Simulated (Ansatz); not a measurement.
# C2H4F2 (1,1-difluoroethane): a line through the functionals

C2H4F2 has 8 atoms, charge 0, and is taken as a singlet. As SMILES, `CC(F)F`. The coordinates come from a PBE0-D4/def2-TZVP relaxation.

The vertical ionisation energy (to the doublet cation) y, in eV, basis 6-311+G(d,p); a is the functional's share of exact exchange. Programs: Ansatz 0.2.0.

| functional | program | a | y (eV) |
| --- | --- | --- | --- |
| revPBE | Ansatz | 0 | 11.77 |
| PBE | Ansatz | 0 | 11.84 |
| B3LYP | Ansatz | 0.2 | 12.42 |
| PBE0 | Ansatz | 0.25 | 12.39 |
| r2SCAN0 | Ansatz | 0.25 | ? |
| BHLYP | Ansatz | 0.5 | 12.88 |

Q: Fit y = c + s·a to the known rows and predict r2SCAN0.

A: 
1. Means of the 5 rows: a = 0.1900, y = 12.260.
2. Σ(Δa)² = 0.172, Σ(Δa·Δy) = 0.3745, so the slope is 0.3745/0.172 = 2.1773.
3. Intercept: 12.260 − (2.1773) × 0.1900 = 11.846. The largest residual of the fit is 0.14.
4. r2SCAN0: 11.846 + (2.1773) × 0.25 = 12.39 eV.

The run gave 12.54 eV, so the prediction is off by -0.15 eV, about the scatter of the fit.

The vertical ionisation energy rises overall with the share of exact exchange, from 11.77 eV with revPBE to 12.88 eV with BHLYP, although B3LYP breaks the order by lying slightly above PBE0. Ionisation takes an electron from an orbital expected to mix C–C and C–H σ bonding with fluorine lone-pair character, and the hole can spread over much of the molecule. Semilocal exchange probably makes such a spread-out hole too stable relative to the neutral molecule, an error that exact exchange reduces.

The exchange fraction is not the whole story, however. PBE0 and r2SCAN0 share the same fraction yet give 12.39 and 12.54 eV, and revPBE and PBE differ with no exact exchange at all. A line in a single variable must assign each such pair one value, so the miss for r2SCAN0 reflects what the model leaves out, namely the semilocal exchange and correlation. The slope therefore describes this set of functionals rather than a property of the molecule, and a good fit would not show which functional lies closest to experiment.
